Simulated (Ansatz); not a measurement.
## Ligand exchange: CH6OSi + Si3H6O2 → CH8OSi2 + Si2H4O2

Species: CH6OSi `CO[SiH3]`, singlet; Si3H6O2 `[SiH3]O[Si]O[SiH3]`, singlet; CH8OSi2 `CO[SiH2][SiH3]`, singlet; Si2H4O2 `O[Si]O[SiH3]`, singlet. The partners trade H for SiH3: Si–H and O–SiH3 bonds give way to Si–SiH3 and O–H.

Shapes, held fixed at every level: PBE0-D4/def2-TZVP. Flexible molecules stand in one conformer, not always the lowest. Programs: Ansatz 0.2.0. The zero-point and thermal change to 298 K, harmonic and unscaled (PBE0-D4/def2-TZVP), is +2.7 kJ/mol.

```tsv
level	kind	ΔH(298 K) (kJ/mol)	less CCSD(T)/CBS estimate
HF/def2-TZVPP	Hartree–Fock	+128.2	+27.5
SPW92/def2-TZVPP	LDA	+73.1	-27.6
BHLYP-D4/def2-TZVPP	global hybrid	+112.1	+11.4
wB97X-V/def2-TZVPP	range-separated hybrid	+96.2	-4.5
B2PLYP/def2-TZVPP	double hybrid	+105.0	+4.3
CCSD(T)/def2-SVP	coupled cluster or CI	+96.2	-4.5
CCSD(T)/CBS estimate	coupled cluster or CI	+100.7	0.0
```

The highest level, CCSD(T)/CBS estimate, gives ΔH(298 K) = +100.7 kJ/mol; the levels span +73.1 to +128.2. The column of differences is taken from that level and isn't an error. No measured value is set beside it here. The CBS estimate extrapolates MP2 from def2-TZVPP and def2-QZVPP and adds CCSD(T) − MP2 in the triple-zeta set, cores frozen.

The exchange is strongly endothermic at every level, so its direction doesn't depend on the treatment of correlation, though its size does. The thermal term of +2.7 kJ/mol is minor, which leaves the cost almost entirely electronic. It follows from the bonds traded: a strong, highly polar Si–O bond and a Si–H bond are given up for O–H and a comparatively weak, nearly nonpolar Si–Si bond. The new O–H bond is strong too, but it can't make up for losing silicon's favourable pairing with the more electronegative oxygen. The divalent silicon centre survives on both sides, so its intrinsic instability should largely cancel, although replacing a siloxy group with hydroxy may alter the oxygen lone-pair donation into its empty p orbital.

Hartree–Fock overshoots the coupled-cluster estimate and LDA undershoots it by almost the same amount, which suggests that correlation favours the products and that LDA exaggerates this preference. The enthalpy supports a thermodynamic preference for the reactants. It also means the forward barrier must be at least roughly 100 kJ/mol, but it doesn't say how much higher that barrier is, or how large the reverse one is.
